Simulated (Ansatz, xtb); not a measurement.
## Redistribution: C2H9NSi + C2H8Si2 → C2H10Si2 + C2H7NSi

Species: C2H9NSi `CC[SiH2]N`, singlet; C2H8Si2 `C=C[SiH2][SiH3]`, singlet; C2H10Si2 `CC[SiH2][SiH3]`, singlet; C2H7NSi `C=C[SiH2]N`, singlet. The partners trade NH2 for SiH3; both sit on Si, so the bond types are kept.

Shapes, held fixed at every level: PBE0-D4/def2-TZVP. Flexible molecules stand in one conformer, not always the lowest. Programs: Ansatz 0.2.0, xtb 6.7.1. The zero-point and thermal change to 298 K, harmonic and unscaled (PBE0-D4/def2-TZVP), is 0.0 kJ/mol.

```tsv
level	kind	ΔH(298 K) (kJ/mol)	less CCSD(T)/CBS estimate	CPU time (sum over the molecules)
GFN0-xTB	semi-empirical	+2.8	+4.4	0.15 s
r2SCAN-D4/def2-TZVPP	meta-GGA	-1.5	+0.1	72 s
BHLYP-D4/def2-TZVPP	global hybrid	-2.4	-0.8	47 s
wB97M-V/def2-TZVPP	range-separated hybrid	-2.3	-0.7	2.9 min
B2PLYP/def2-TZVPP	double hybrid	-0.4	+1.2	84 s
MP2/def2-SVP	perturbation theory	-3.1	-1.5	–
MP2/def2-TZVPP	perturbation theory	-1.4	+0.2	–
CCSD(T)/def2-SVP	coupled cluster or CI	-3.1	-1.5	56 s
CCSD(T)/CBS estimate	coupled cluster or CI	-1.6	0.0	35 min
```

The highest level, CCSD(T)/CBS estimate, gives ΔH(298 K) = -1.6 kJ/mol; the levels span -3.1 to +2.8. That is about zero within the method's error. They disagree on the sign: 1 of 9 are positive. The column of differences is taken from that level and isn't an error. No measured value is set beside it here. The CBS estimate extrapolates MP2 from def2-TZVPP and def2-QZVPP and adds CCSD(T) − MP2 in the triple-zeta set, cores frozen. Times are processor times on shared x86 and Arm servers, and rough.

The exchange is essentially thermoneutral: swapping NH2 and SiH3 between an ethyl-bearing and a vinyl-bearing silicon costs or releases almost nothing. Each side has the same Si–N, Si–Si and Si–C bonds, so the strong polarity of Si–N cancels, and only the difference in how the two substituents interact with vinyl rather than ethyl remains. That difference is small because the saturated silicon centre separates the nitrogen lone pair from the C=C π system and prevents direct conjugation. Weak hyperconjugation of the Si–N and Si–Si bonds with the π system probably survives, but largely balances out.

MP2 and CCSD(T) coincide at -3.1 kJ/mol in the small basis, while MP2 moves to -1.4 in the larger one, so the residue depends more on basis set than on correlation beyond second order. The lone positive value, from GFN0-xTB, is no evidence for a reversed preference. Near-zero exchange energy shows that the substituent effects are nearly additive, not that vinyl and ethyl bind equally strongly to silicon.
